## Results and discussion

Measured from the valence top, why does a one-shot G0W0 correction leave the filled levels of Ca2C almost where PBE put them, yet lift the empty ones by anything from 0.09 to 1.20 eV? The answer developed here is that each shift is the small remainder of two large opposing terms, and that the remainder seems to follow the shape of the orbital more than its energy, though symmetry identifies the orbitals only at Γ and the size of the largest shifts depends on how the quasiparticle equation is solved. The cell is a non-magnetic antifluorite prototype whose structural and magnetic stability was not tested, so the results describe this cell.

One-shot G0W0 on PBE for antifluorite Ca2C (Fm-3m, conventional a = 6.257 Å, relaxed with r2SCAN), run in Ansatz 0.2.0 with plane-wave PAW, no spin polarisation, a 420 eV cutoff, a 4×4×4 k mesh, 453 empty bands, a 220 eV screening cutoff and contour deformation. Kohn–Sham and quasiparticle levels are each measured from their own valence top; the first k fraction is 0.

| band | b (fraction of the reciprocal vector) | c (fraction of the reciprocal vector) | kohn sham level (eV) | quasiparticle level (eV) | exchange less vxc (eV) | correlation (eV) | renormalisation |
| --- | --- | --- | --- | --- | --- | --- | --- |
| v2 | 0 | 0 | -1.063 | -0.927 | -2.007 | 1.882 | 0.6080 |
| v1 | 0 | 0 | -1.063 | -0.927 | -2.007 | 1.882 | 0.6080 |
| c1 | 0 | 0 | 0.805 | 0.891 | 3.345 | -3.521 | 0.5940 |
| c2 | 0 | 0 | 1.866 | 3.021 | 6.369 | -5.476 | 0.5900 |
| v2 | 0 | 0.25 | -0.759 | -0.640 | -1.960 | 1.816 | 0.5420 |
| v1 | 0 | 0.25 | -0.759 | -0.640 | -1.960 | 1.816 | 0.5420 |
| c1 | 0 | 0.25 | 2.239 | 3.363 | 6.305 | -5.443 | 0.5870 |
| c2 | 0 | 0.25 | 2.239 | 3.363 | 6.305 | -5.443 | 0.5870 |
| v2 | 0 | -0.50 | -0.410 | -0.333 | -1.960 | 1.775 | 0.5550 |
| v1 | 0 | -0.50 | -0.410 | -0.333 | -1.960 | 1.775 | 0.5550 |
| c1 | 0 | -0.50 | 2.716 | 3.173 | 5.446 | -5.251 | 0.5660 |
| c2 | 0 | -0.50 | 2.986 | 3.583 | 6.089 | -5.754 | 0.5840 |
| v2 | 0.25 | 0.25 | -0.542 | -0.472 | -2.014 | 1.822 | 0.5660 |
| v1 | 0.25 | 0.25 | -0.542 | -0.472 | -2.014 | 1.822 | 0.5660 |
| c1 | 0.25 | 0.25 | 1.612 | 2.066 | 4.915 | -4.722 | 0.5810 |
| c2 | 0.25 | 0.25 | 2.246 | 3.447 | 6.678 | -5.739 | 0.6010 |
| v2 | 0.25 | -0.50 | -0.621 | -0.602 | -2.169 | 1.927 | 0.5270 |
| v1 | 0.25 | -0.50 | -0.213 | -0.174 | -1.983 | 1.761 | 0.5650 |
| c1 | 0.25 | -0.50 | 1.051 | 1.437 | 4.423 | -4.299 | 0.5850 |
| c2 | 0.25 | -0.50 | 2.917 | 4.112 | 6.871 | -5.938 | 0.5850 |
| v2 | 0.25 | -0.25 | -0.754 | -0.697 | -2.227 | 2.022 | 0.5130 |
| v1 | 0.25 | -0.25 | -0.456 | -0.363 | -1.885 | 1.717 | 0.5500 |
| c1 | 0.25 | -0.25 | 1.596 | 2.068 | 5.037 | -4.826 | 0.5730 |
| c2 | 0.25 | -0.25 | 2.897 | 3.923 | 6.074 | -5.310 | 0.5880 |

The labels v1 and v2 denote the highest and second-highest filled band at a k point, and c1 and c2 the lowest and second-lowest empty one. The columns b and c are the second and third fractions of the k vector, the first being zero; the first four points are Γ, the midpoint of Γ–L, L and the midpoint of Γ–X, and the last two have lower symmetry. Exchange less vxc, called x below, is the Fock exchange of the state minus the PBE exchange-correlation potential it replaces. Correlation is the screening part of the self-energy, and the renormalisation Z is the share of spectral weight left in the quasiparticle peak. Equal rows at one k point are symmetry partners, which leaves 8 distinct filled and 11 distinct empty levels.

### Two limits

In the limit of no screening, an electron feels bare Fock exchange, which acts only through filled orbitals. A filled state overlaps fully with one of them, itself, and gets a deep exchange hole. An empty state has no such partner and is bound only by its partial overlap with other orbitals, whereas the local potential vxc binds filled and empty states alike according to the density they sample. This argument makes x negative for filled states and positive for empty ones, and the table shows these signs in all rows. The unscreened limit therefore pulls the gaps open by several eV.

In the limit of complete screening, the other electrons rearrange around an added hole or electron and cut off its long-range field. That relaxation raises a removal level and lowers an addition level, so correlation opposes x, again as all rows show. What is left of the interaction is short-ranged and acts much like a local potential of the density, which is what vxc already is, so the shifts from PBE become small. The same calculation gives a dielectric constant of 44.9 on this mesh, so only about 2 % of the long-range field survives and Ca2C sits near this second limit.

Screening is never complete inside an atom, because the dielectric function falls towards one at short wavelength. An orbital spread over the cell differs from the local picture mostly through long-range terms, which are screened away. A compact orbital differs through interactions within one atom, and part of these escapes screening. Theory thus suggests that compact empty orbitals have both a larger x and a larger surviving share of it.

### How the columns add

The rows obey one sum, to within the 0.002 eV that rounding of the entries allows:

quasiparticle level = Kohn–Sham level + x + correlation + 0.262 eV.

The constant is the downward move of the valence top, from which the quasiparticle column is measured. Z does not enter again, which indicates that the correlation column is taken at the solved quasiparticle energy and already contains the damping of the shift. The run flags the quasiparticle edge as doubtful. An error in that reference alone would move all quasiparticle levels together and leave differences between rows and the ratio of correlation to x untouched, so the argument rests on these. If the doubt stems from weak quasiparticle peaks, which all rows share, it reaches the listed levels too. For the five distinct levels that rise by more than 1 eV the run also warns that the solved energy lies apart from the linearised one, which uses only the correlation and its slope at the Kohn–Sham energy. The table lists the solved energies.

The two lowest vertical gaps at Γ show the cancellation worked in full. Each gap changes by the difference in x plus the difference in correlation between the empty and the filled level:

v1 → c1: (3.345 + 2.007) + (−3.521 − 1.882) = 5.352 − 5.403 = −0.05 eV

v1 → c2: (6.369 + 2.007) + (−5.476 − 1.882) = 8.376 − 7.358 = +1.02 eV

Correlation undoes 101 % of the exchange opening in the first case and 88 % in the second. A modest difference in the cancelled share, acting on terms of this size, separates no shift from a shift of one eV.

### Filled levels: one kind of orbital

Twelve filled bands match closed-shell Ca²⁺ and C⁴⁻ with the Ca 3s and 3p shells counted, and the threefold top level at Γ fits carbon 2p. States built from one orbital should share their self-energy terms, and x indeed stays between −2.23 and −1.89 eV for the filled levels. Their shifts relative to the valence top are correspondingly small, from 0.02 to 0.14 eV. This is the case in which a rigid shift of a band is a fair description.

The small remainder narrows the top band: the spread of the v1 rows falls from 0.850 to 0.753 eV, by 11 % of the PBE value. Between the two ends of that spread the change comes from correlation, which is larger at the deeper Γ level, while x works slightly against it. Theory expects this direction, since Z below one means that correlation grows as the energy of a hole moves down. The pattern is loose, because the two v2 levels that have split from v1 lie deeper than v1 at the same point and rise slightly less.

### Empty levels: two families

In the solved energies the empty levels fall into two groups with nothing between them. Five rise by more than 1 eV, and in these correlation cancels 86 to 87 % of x. The other six rise by 0.6 eV or less, with at least 94 % cancelled. Z covers overlapping ranges in the two groups, so the split lies in the balance of x and correlation. It is much weaker in the linearised energies, where the five rise by only 0.71 to 0.95 eV and c2 at L, from the other group, also rises by 0.71 eV. The two families are therefore a useful way to sort the table, not a firm division.

At Γ symmetry identifies the orbitals. Among Ca s, p, d and C s, p functions, only the e-type Ca 3d pair can form a twofold level there, and only s functions a single one. The doublet c2 is then 3d, concentrated where the Ca 3s3p density makes vxc deep, while the singlet c1 is s-like and by the usual picture diffuse. The columns agree with the argument from the two limits: going from c1 to c2, x grows by 3.02 eV, correlation takes back 1.96 eV, and 1.07 eV survives.

The label c1 is an energy rank, which explains its jumps. A doublet at Γ stays a doublet along Γ–L, and at the midpoint the lowest empty level is twofold and rises by 1.12 eV, close to the 1.16 eV of the Γ doublet. At the four remaining points c1 is single again, and the vertical gap from v1 opens by 0.35 to 0.38 eV. These similar openings do not mean a steady character: by symmetry the singlet at L continues the one at Γ, yet its x is 2.1 eV larger. That these singlets are more diffuse or mixed, and that the other large-shift levels continue the e-type 3d pair, is a guess from the columns, not tested by orbital projections.

### Scissors and stretch

The one estimate tried has no fitted parameter: all empty levels are raised by the opening of the fundamental gap and filled ones are left alone. On its k mesh the same calculation puts both band edges at X, where the gap goes from 0.208 eV in PBE to 0.505 eV, an opening of 0.298 eV. No row of the table was used to set this value, but it rests on the band edges, which the run flags as doubtful. For c2 at Γ the estimate reads

1.866 + 0.298 = 2.164 eV, against a computed 3.021 eV,

which is 0.86 eV too low. Relative to the computed levels, the scissors misses the small-shift family by at most 0.30 eV and the large-shift family by 0.73 to 0.90 eV. The first figure is as large as the scissors itself, so the estimate is rough even for the small-shift family, and it fails for the other. With linearised shifts and the same scissors, the misses of the large-shift family fall to between 0.41 and 0.65 eV, still more than the scissors itself, and c2 at L misses by 0.41 eV as well.

A stretch in proportion to energy was not fitted, but it would put some shifts in the wrong order. The level c1 at L lies 0.85 eV above c2 at Γ in PBE, yet rises 0.70 eV less. Over the distinct empty levels the shift follows x with a correlation coefficient of 0.92, and the Kohn–Sham energy with only 0.59. A large x is thus a better sign of a large shift than a high energy, though x is itself a term of the shift and c2 at L is an exception in the solved energies. The row-by-row misses are in the printed output that follows.

### The two irregular rows

The singlet c1 at Γ is the only empty level whose correlation outweighs x. The two terms sum to −0.176 eV, against −0.125 eV for the filled level below it, so the direct gap shrinks from 1.868 to 1.818 eV. That it hardly moves suits the strong-screening limit for an s-like state with the smallest x of the empty levels. The sign is less secure, although it is well above rounding. The run is short of the basis limit, by an amount not measured for this cell. In the data makers' tests on other systems, finite bands, cutoff and mesh left gaps 6 to 9 % short in the median. If that carried over, it would mean more than a tenth of an eV here, which exceeds the shrinkage.

In the solved energies the doublet c2 at L breaks the rule based on x. Its x of 6.089 eV belongs with the large-shift family, but it rises by only 0.60 eV. The last row of the table has nearly the same energy and the same x and rises 0.43 eV more, and the columns place the whole difference in correlation. By symmetry this L doublet continues the one at the Γ–L midpoint, so the change happens within one band. It need not reflect a change in orbital mixture. At the Kohn–Sham energy c2 at L and the last row have nearly the same correlation, about −5.3 eV, so their difference arises between that energy and the solved one, from frequency structure in the self-energy. The similar Z values, 0.584 and 0.588, do not speak against this, because Z records only a local slope. That slope would deepen correlation by about 0.7 eV for each eV of rise, yet in the last row correlation ends almost where it began. The last row is thus at least as irregular as c2 at L, and whether a denser k mesh would smooth the structure was not tested.

### How far the remainders can be trusted

Between 39 and 49 % of the spectral weight lies outside the quasiparticle peaks. Theory links this to the small PBE gap, whose soft excitations place structure in the self-energy close to the levels themselves, and it means that a single energy describes each state only in part. A starting gap that is too small is also known to overscreen G0W0, which would overstate the cancelled shares, and a dielectric constant fed by a narrow direct gap is sensitive to the k mesh. Too few empty bands, in turn, usually leave correlation too weak, and more so for compact d orbitals, which would exaggerate the lead of the 3d levels. None of these settings is varied in the table, and the cell was not compared with a second code. The gulf of 0.4 eV between the families deserves little trust as a number, since it nearly vanishes when the quasiparticle equation is linearised. The contrast at Γ is sturdier: even the smallest linearised shift in the upper family, 0.71 eV, is far above the 0.09 eV by which the solved singlet rises. Its size, too, should not be taken as converged.

Printed output of the fit:

```
QP - KS - exch - corr: mean 0.262 eV, spread 0.002 eV (rounding allows +-0.002); with Z applied again spread 0.503 eV
gap at X (same run): PBE 0.208, G0W0 0.505, opening 0.298 eV = scissors; eps 44.9, 1/eps 0.022
gap from listed rows only (not the true gap): PBE 1.018, G0W0 1.065 eV
distinct levels: 8 filled, 11 empty, of 24 rows
state           fold   KS    shift  exch+corr  cancelled%   Z    shift-scissors (eV)
v1 Gamma         3  -1.063  0.136   -0.125      93.8    0.608    0.136
c1 Gamma         1   0.805  0.086   -0.176     105.3    0.594   -0.212
c2 Gamma         2   1.866  1.155    0.893      86.0    0.590    0.857
v1 mid G-L       2  -0.759  0.119   -0.144      92.7    0.542    0.119
c1 mid G-L       2   2.239  1.124    0.862      86.3    0.587    0.826
v1 L             2  -0.410  0.077   -0.185      90.6    0.555    0.077
c1 L             1   2.716  0.457    0.195      96.4    0.566    0.159
c2 L             2   2.986  0.597    0.335      94.5    0.584    0.299
v1 mid G-X       2  -0.542  0.070   -0.192      90.5    0.566    0.070
c1 mid G-X       1   1.612  0.454    0.193      96.1    0.581    0.156
c2 mid G-X       1   2.246  1.201    0.939      85.9    0.601    0.903
v2 (0,.25,-.5)   1  -0.621  0.019   -0.242      88.8    0.527    0.019
v1 (0,.25,-.5)   1  -0.213  0.039   -0.222      88.8    0.565    0.039
c1 (0,.25,-.5)   1   1.051  0.386    0.124      97.2    0.585    0.088
c2 (0,.25,-.5)   1   2.917  1.195    0.933      86.4    0.585    0.897
v2 (0,.25,-.25)  1  -0.754  0.057   -0.205      90.8    0.513    0.057
v1 (0,.25,-.25)  1  -0.456  0.093   -0.168      91.1    0.550    0.093
c1 (0,.25,-.25)  1   1.596  0.472    0.211      95.8    0.573    0.174
c2 (0,.25,-.25)  1   2.897  1.026    0.764      87.4    0.588    0.728
v1->c1 (eV): KS, QP, change, exchange opening, % undone by correlation | v1->c2: change, opening, % undone
Gamma         1.868  1.818 -0.050  5.352  101.0 |  1.019  8.376   87.8
mid G-L       2.998  4.003  1.005  8.265   87.8 |  1.005  8.265   87.8
L             3.126  3.506  0.380  7.406   94.9 |  0.520  8.049   93.5
mid G-X       2.154  2.538  0.384  6.929   94.4 |  1.131  8.692   87.0
(0,.25,-.5)   1.264  1.611  0.347  6.406   94.6 |  1.156  8.854   87.0
(0,.25,-.25)  2.052  2.431  0.379  6.922   94.5 |  0.933  7.959   88.3
filled (8): shift 0.019 to 0.136, exch -2.227 to -1.885, corr 1.717 to 2.022 eV, cancelled 88.8 to 93.8 %, Z 0.513 to 0.608
empty, large shift (5): shift 1.026 to 1.201, exch 6.074 to 6.871, corr -5.938 to -5.310 eV, cancelled 85.9 to 87.4 %, Z 0.585 to 0.601
empty, small shift (6): shift 0.086 to 0.597, exch 3.345 to 6.089, corr -5.754 to -3.521 eV, cancelled 94.5 to 105.3 %, Z 0.566 to 0.594
empty levels, Pearson r of shift with exchange term 0.92, with KS level 0.59
scissors on empty levels: rms miss 0.587 eV, worst c2 mid G-X 0.903 eV
c2 Gamma minus c1 Gamma: KS 1.061, exch 3.024, corr -1.955, shift 1.069 eV
c2 (0,.25,-.25) minus c2 L: KS -0.089, exch -0.015, corr 0.444, shift 0.429 eV
c2 Gamma minus c1 L: KS -0.850, exch 0.923, corr -0.225, shift 0.698 eV
v2 (0,.25,-.5) minus v1 (0,.25,-.5): KS -0.408, exch -0.186, corr 0.166, shift -0.020 eV
v2 (0,.25,-.25) minus v1 (0,.25,-.25): KS -0.298, exch -0.342, corr 0.305, shift -0.036 eV
listed v1 spread: KS 0.850, QP 0.753 eV, change -11.4 %; v1 shift/depth 13 to 20 %
split-off v2 shift/depth 3 and 8 %; weight outside the peak 1-Z 39 to 49 %
```
